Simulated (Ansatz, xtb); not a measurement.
**CH7GeNOSi: which of two isomers lies lower**

We compare I, `N[SiH2][GeH2][CH]=O`, a singlet, with II, `N[Si@@H]([GeH3])C=O`, a singlet. Both are isolated molecules in the gas phase, relaxed with PBE0-D3(BJ)/def2-SVP, each in the lowest conformer that the search found.

Quicker runs give these differences E(II) − E(I): GFN2-xTB +4.88 kcal/mol; HF/STO-3G −3.27 kcal/mol (at GFN2-xTB geometries); r2SCAN-D4/def2-SVP +2.04 kcal/mol (at GFN2-xTB geometries).

Which of the two would you expect CCSD(T)/def2-SVP + ΔMP2/def2-TZVPP electronic energies to favour?

Too close to call at this level: CCSD(T)/def2-SVP + ΔMP2/def2-TZVPP gives E(II) − E(I) = +0.14 kcal/mol.

How the difference moves with the method:

```json
{"level": "GFN2-xTB", "geometry": "GFN2-xTB", "E(II) − E(I) (kcal/mol)": "+4.88", "departure from the last row (kcal/mol)": "+4.74", "job, with rough time for the two": "optimisation, 0.5 s"}
{"level": "HF/STO-3G", "geometry": "GFN2-xTB", "E(II) − E(I) (kcal/mol)": "−3.27", "departure from the last row (kcal/mol)": "−3.41", "job, with rough time for the two": "single point, 0.44 s"}
{"level": "r2SCAN-D4/def2-SVP", "geometry": "GFN2-xTB", "E(II) − E(I) (kcal/mol)": "+2.04", "departure from the last row (kcal/mol)": "+1.90", "job, with rough time for the two": "single point, 2.6 s"}
{"level": "PBE0-D3(BJ)/def2-SVP", "geometry": "PBE0-D3(BJ)/def2-SVP", "E(II) − E(I) (kcal/mol)": "+0.10", "departure from the last row (kcal/mol)": "−0.04", "job, with rough time for the two": "optimisation, 85 s"}
{"level": "HF/def2-SVP", "geometry": "PBE0-D3(BJ)/def2-SVP", "E(II) − E(I) (kcal/mol)": "−1.16", "departure from the last row (kcal/mol)": "−1.30", "job, with rough time for the two": "part of the CCSD(T) run"}
{"level": "MP2/def2-SVP", "geometry": "PBE0-D3(BJ)/def2-SVP", "E(II) − E(I) (kcal/mol)": "+0.09", "departure from the last row (kcal/mol)": "−0.05", "job, with rough time for the two": "part of the CCSD(T) run"}
{"level": "CCSD(T)/def2-SVP", "geometry": "PBE0-D3(BJ)/def2-SVP", "E(II) − E(I) (kcal/mol)": "−0.07", "departure from the last row (kcal/mol)": "−0.21", "job, with rough time for the two": "single point"}
{"level": "CCSD(T)/def2-SVP + ΔMP2/def2-TZVPP", "geometry": "PBE0-D3(BJ)/def2-SVP", "E(II) − E(I) (kcal/mol)": "+0.14", "departure from the last row (kcal/mol)": "", "job, with rough time for the two": "single point, 33 s"}
```

As drawn, II has 1 C–Si, 1 Ge–H in place of 1 C–Ge, 1 Si–H.

The largest departure from CCSD(T)/def2-SVP + ΔMP2/def2-TZVPP is that of GFN2-xTB, 4.74 kcal/mol. The last row adds to CCSD(T) the change of the MP2 difference between the two basis sets, here +0.21 kcal/mol.

With thermal terms from frequencies at re-optimised GFN2-xTB minima (ideal gas, soft modes damped towards free rotors, one conformer each, 298.15 K, 1 atm): on the last row, ΔE + ΔZPE = +0.45, ΔH = +0.53, ΔG = +0.35 kcal/mol.

The correlated steps freeze 17 core orbitals; the filled d shell of Ge is correlated, in a basis made for valence electrons. Mirror images aren't counted in ΔG. Programs: Ansatz 0.2.0, xtb 6.7.1; the last row on 2 threads of Intel(R) Xeon(R) 6975P-C (Granite Rapids) on a shared host.

The two isomers are effectively degenerate, and the calculation doesn't establish which lies lower. Both keep the Si–N, Si–Ge and C=O bonds, so the comparison comes down to exchanging C–Ge and Si–H for C–Si and Ge–H. Carbon and hydrogen both bind more strongly to silicon than to germanium, whose valence orbitals are more diffuse and overlap less well. II therefore gains at the carbon link but loses at the hydride, and the two effects nearly cancel. Placing the amino and formyl groups on the same silicon probably adds a small electronic contribution of its own.

With such a close balance, modest differences in the treatment of correlation decide the sign: Hartree–Fock leans towards II, while MP2 in the same basis removes that preference entirely, leaving a negligible lean towards I. The close match between PBE0 and the final value supports near-degeneracy, not an ordering. The thermal terms lean slightly towards I, but too weakly to settle the matter. Nor does near-equal energy imply easy interconversion, since that would require formyl and hydrogen to change places between silicon and germanium.
